**Notebook page: how 1,1-difluoro-4-methylpentane folds**

At room temperature an energy difference of about 0.4 kcal/mol halves a population, and about 1.4 kcal/mol divides it by ten. Most gaps on this page are of the first size, so small effects matter.

The molecule is a short chain with an isopropyl group at one end and a CHF₂ group at the other. The three torsions describe, in order, how one methyl stands to the chain, how the chain itself runs, and how one fluorine stands to the chain. Values near 180° are called anti (stretched), values near ±60° gauche (turned aside). The second methyl and the second fluorine sit about 120° from the listed ones, on a side that the table does not give. The free energy adds thermal terms and the counting of mirror images to the DFT energy, and it fixes the weight.

Conformers of 1,1-difluoro-4-methylpentane, PySCF 2.14.0 and tblite 0.8.0: PBE0-D3(BJ)/def2-SVP energies in dichloromethane on GFN2-xTB geometries, free energies and weights at 298.15 K with GFN2-xTB quasi-harmonic terms. Torsions are C1-C2-C4-C5, C2-C4-C5-C6 and C4-C5-C6-F7, numbered along CC(C)CCC(F)F. A mirror pair is shown once, and its weight holds both forms.

| number | torsions in degrees | point group | mirror pair | GFN2-xTB energy above its lowest (kcal/mol) | DFT energy above the lowest (kcal/mol) | free energy above the lowest (kcal/mol) | weight (%) |
| --- | --- | --- | --- | --- | --- | --- | --- |
| 1 | (-172,175,67) | C1 | yes | 0.050 | 0.090 | 0.000 | 23.000 |
| 2 | (173,-174,60) | C1 | yes | 0.470 | 0.000 | 0.030 | 22.100 |
| 3 | (172,-174,-175) | C1 | yes | 0.000 | 0.100 | 0.040 | 21.300 |
| 4 | (58,64,180) | C1 | yes | 0.510 | 0.350 | 0.540 | 9.300 |
| 5 | (63,180,176) | C1 | yes | 0.540 | 0.510 | 0.620 | 8.100 |
| 6 | (59,64,46) | C1 | yes | 1.410 | 0.180 | 0.680 | 7.300 |
| 7 | (61,62,-83) | C1 | yes | 0.370 | 0.580 | 1.010 | 4.200 |
| 8 | (-62,180,59) | Cs | no | 0.970 | 0.460 | 1.050 | 3.900 |
| 9 | (174,99,-175) | C1 | yes | 1.260 | 1.780 | 2.180 | 0.600 |
| 10 | (94,-68,-160) | C1 | yes | 1.730 | 2.630 | 3.030 | 0.100 |

**1. Which shape is the most populated?**

No single one. Rows 1, 2 and 3 lie within 0.04 kcal/mol in free energy, while the energies carry noise of some hundredths, so their order has no meaning. Together they hold 66% of the molecules.

The three have much in common: the chain is stretched and one methyl is anti. They differ only in how the CHF₂ group is turned. Fluorine is not much bulkier than hydrogen, so it is reasonable that this turn costs little.

**2. Rows 5 and 8 have nearly the same DFT energy. Why does row 8 have only half the weight?**

Row 8 has a mirror plane and is its own mirror image. Row 5 stands for two shapes, a left-handed and a right-handed one, with equal energy. Two equal forms lower the free energy by $RT\ln 2 = 0.41$ kcal/mol, where $R$ is the gas constant and $T$ the temperature. The free energies of the two rows differ by 0.43 kcal/mol, so the counting explains nearly all of it. This counting is part of how the weights are made; it explains them but doesn't test them.

A nearly planar shape can be doubled wrongly in such a count. This caution comes from the data makers' tests on other systems, not from this run. Row 3 looks planar by its listed angles, but its second methyl stands out of the plane. Its mirror image is therefore a different shape, and the doubling is right.

**3. What does it cost to turn the second methyl gauche as well?**

In any staggered position, an isopropyl group at the end of a chain has at least one methyl gauche. Turning both gauche adds one more close contact between hydrogens across a bond, the same strain that makes gauche butane less stable than anti butane. Row 5 has this extra contact: if its unlisted methyl were anti, the row would repeat one of rows 1 to 3. Rows 1 and 3 lack the contact, and the difference is about 0.4 kcal/mol. Row 8 compared with row 2 gives nearly the same cost, although there both fluorines are gauche.

This suggests a simple model: in a stretched chain the two ends are too far apart to notice each other, so their costs add. Row 8 combines the methyl position of row 5 with the fluorine position of row 2. With $E$ for the DFT energy above the lowest and the row number as index,

$$E_8 \approx E_5 + E_2 - \tfrac{1}{2}(E_1+E_3) = 0.51 + 0.00 - 0.095 \approx 0.42\ \text{kcal/mol}.$$

The computed value, which did not enter the estimate, is 0.46 kcal/mol. The miss is within the noise.

One step here is inferred. Either row 1 or row 2 must be the stretched shape with one methyl anti and both fluorines gauche. The GFN2-xTB energies add up well only if it is row 2. The angles point the same way without any use of energies. In row 8, where the mirror plane makes both fluorines gauche, the listed one stands at 59°; row 2 has 60°, but row 1 has 67°. The DFT energies alone would hardly settle it, since with the two rows swapped the estimate becomes 0.55 kcal/mol, still not far off.

**4. Where does the adding fail, and why are rows 9 and 10 so high?**

It can fail when the chain folds and brings the ends together. What counts then is the direction of neighbouring turns. In rows 4, 6 and 7 the methyl and the chain turn the same way, both by about +60°, and the groups wind past each other as on a spiral staircase. These rows stay below 0.6 kcal/mol in DFT energy.

In row 10 the two turns have opposite signs. They point the methyl and the far part of the chain at the same spot, a clash known as syn-pentane strain. The molecule escapes in part by opening one angle from about 60° to 94°, but the energy still reaches 2.6 kcal/mol.

Row 9 shows the same symptom, a chain angle widened to 99°. Its listed methyl is anti, so the second methyl is probably the one in the way. The two strained rows together hold less than 1% of the molecules. For the carbon groups of a similar branched chain, the rule of thumb is to accept gauche turns of equal sign and to discard neighbouring turns of opposite sign first. For the smaller fluorine the rule is much weaker: in row 7 the chain and the listed fluorine turn opposite ways, and the fluorine swings out to −83°, but the energy stays low.

**5. Row 6 lies only 0.18 kcal/mol above the lowest DFT energy. Why is its weight just 7%?**

The thermal terms hold it back. Without them its weight would be about 15%. Relative to row 1, and with the mirror counting set aside, they raise row 6 by about 0.6 kcal/mol.

Row 6 is not alone in this. Four of the five folded shapes pay about half a kcal/mol, and the fifth, row 4, about 0.3; no stretched shape pays more than that. A likely cause is that a folded chain has less room for its slow twisting and bending motions. Stiffer motions mean less entropy, and so a higher free energy. The totals fit this picture, but they do not separate entropy from vibrational energy.

**6. What would change if the energies came from GFN2-xTB instead of DFT?**

Rows 2, 6 and 8 would together lose more than half their share. Row 8 has both fluorines gauche by its symmetry, and row 2 by the inference above. Row 6 probably has them too, by elimination. Rows 4, 6 and 7 share one fold and differ in the turn of the CHF₂ group, which has three positions. Row 4 has its listed fluorine anti, so the position with both gauche belongs to row 6 or row 7. The angle in row 7 doesn't settle which: with one fluorine at −83°, the other could stand at 37° or near anti, and either place is 23° off the ideal.

Row 4 helps to decide. In row 7 the listed fluorine turns against the chain and is pushed well beyond −60°. Row 4 shows no such push, since its listed fluorine stands at 180°, so its other fluorine probably turns the same way as the chain. Two positions then remain, and both have a fluorine turned against the chain; the second fluorine is anti in one and turned with the chain in the other. The listed fluorine of row 6, at 46°, turns with the chain, so row 6 must be the one with both gauche. The joint weight of rows 2, 6 and 8 would fall from 33% to 15%, with the thermal terms left as they are. Should row 7 be the one with both gauche after all, the group would be rows 2, 7 and 8, and its weight would fall less, from 30% to 21%.

In the stretched shapes the two methods agree fairly well on the methyl end, where both charge about half a kcal/mol for the second gauche contact. They part at the fluorine end. For turning both fluorines gauche in a stretched chain, DFT finds almost no cost, −0.1 kcal/mol, while GFN2-xTB asks for about +0.4. In the folded row 6 the methods differ even more, by 1.2 kcal/mol, so the fluorine position alone doesn't explain everything. Nor does the comparison decide which method is right. The solvent in the DFT step is an unlikely cause. A polar solvent tends to favour the larger dipole moment, and the run gives row 2 a slightly smaller one (2.46 D) than rows 1 and 3 (2.62 and 2.56 D), so the solvent should work against row 2, not for it.

**7. What would change if both fluorines were replaced by hydrogen?**

The CHF₂ group would become a methyl group, and turning it by 120° would give back the same shape. The five stretched shapes would then merge into two. Rows 1, 2 and 3 would become one shape with a single gauche methyl, which still has a distinct mirror image. Rows 5 and 8 would become one shape with both methyls gauche, which is its own mirror image. This follows from symmetry alone, whatever the energies are.

**8. Which digits can be trusted?**

The decimals of the single weights cannot. An energy error of 0.1 kcal/mol changes the ratio of two weights by 18%, and an error of 0.3 kcal/mol changes it by a factor of 1.7. Errors of a few tenths are quite possible with so small a basis set, which may also make folded shapes look too stable.

Shares of groups sorted by the chain or the methyl end are steadier, unlike the group with both fluorines gauche in question 6. Rows 1 to 3 hold 66% with DFT energies and 70% with GFN2-xTB energies, because rows 1 and 3 gain somewhat more than row 2 loses. The stretched shapes together hold 78% and 81%. This agreement is reassuring but is no error bar: both figures rest on the same geometries, the same thermal terms and the same ten conformers, and a further shape may have been lost in the search.

What can be carried into other work is therefore coarse: about two thirds of the molecules are in three stretched shapes, whose shares among themselves are uncertain, and about a fifth are folded. A property that depends on shape should be averaged over the whole set, not taken from row 1. The output below lists the weights under each assumption and the sums behind the additive estimate.

Output of the analysis:

```
Weights and thermal terms:
  row  weight in %  weight without thermal terms in %  weight with GFN2-xTB energies in %  thermal term relative to row 1 without mirror factor in kcal/mol  DFT less GFN2-xTB in kcal/mol
    1           23                              16.89                               28.87                                                                 0                           0.04
    2         22.1                              19.66                                11.6                                                              0.12                          -0.47
    3         21.3                              16.61                               29.86                                                              0.03                            0.1
    4          9.3                              10.89                               8.279                                                              0.28                          -0.16
    5          8.1                              8.314                               9.008                                                               0.2                          -0.03
    6          7.3                              14.51                               1.074                                                              0.59                          -1.23
    7          4.2                              7.388                               6.993                                                              0.52                           0.21
    8          3.9                              4.523                               1.939                                                            0.2693                          -0.51
    9          0.6                             0.9748                               1.638                                                              0.49                           0.52
   10          0.1                             0.2322                              0.7409                                                              0.49                            0.9
Joint weight of rows 1 to 3 in %: 66.4
Same with GFN2-xTB energies in %: 70.33
Joint weight of chain-anti rows in %: 78.4
Same chain-anti weight with GFN2-xTB energies in %: 81.27
Joint weight of rows 2 6 8 in %: 33.3
Same rows 2 6 8 with GFN2-xTB energies in %: 14.62
Weight of row 5 over weight of row 8: 2.077
Free energy of row 8 less row 5 in kcal/mol: 0.43
Mirror-pair term RT ln 2 in kcal/mol: 0.4107
Second gauche methyl by DFT from row 5 less mean of 1 and 3 in kcal/mol: 0.415
Second gauche methyl by DFT from row 8 less row 2 in kcal/mol: 0.46
Both F gauche by DFT from row 2 less mean of 1 and 3 in kcal/mol: -0.095
Both F gauche by GFN2-xTB from the same rows in kcal/mol: 0.445
Additive DFT estimate of row 8 in kcal/mol: 0.415
Additive GFN2-xTB estimate of row 8 in kcal/mol: 0.985
GFN2-xTB estimate of row 8 with rows 1 and 2 swapped in kcal/mol: 0.355
DFT estimate of row 8 with rows 1 and 2 swapped in kcal/mol: 0.55
DFT gap from the highest of rows 1 to 8 up to row 9 in kcal/mol: 1.2
Factor in a weight ratio for an energy error of 0.1 kcal/mol: 1.184
Factor in a weight ratio for an energy error of 0.3 kcal/mol: 1.659
```
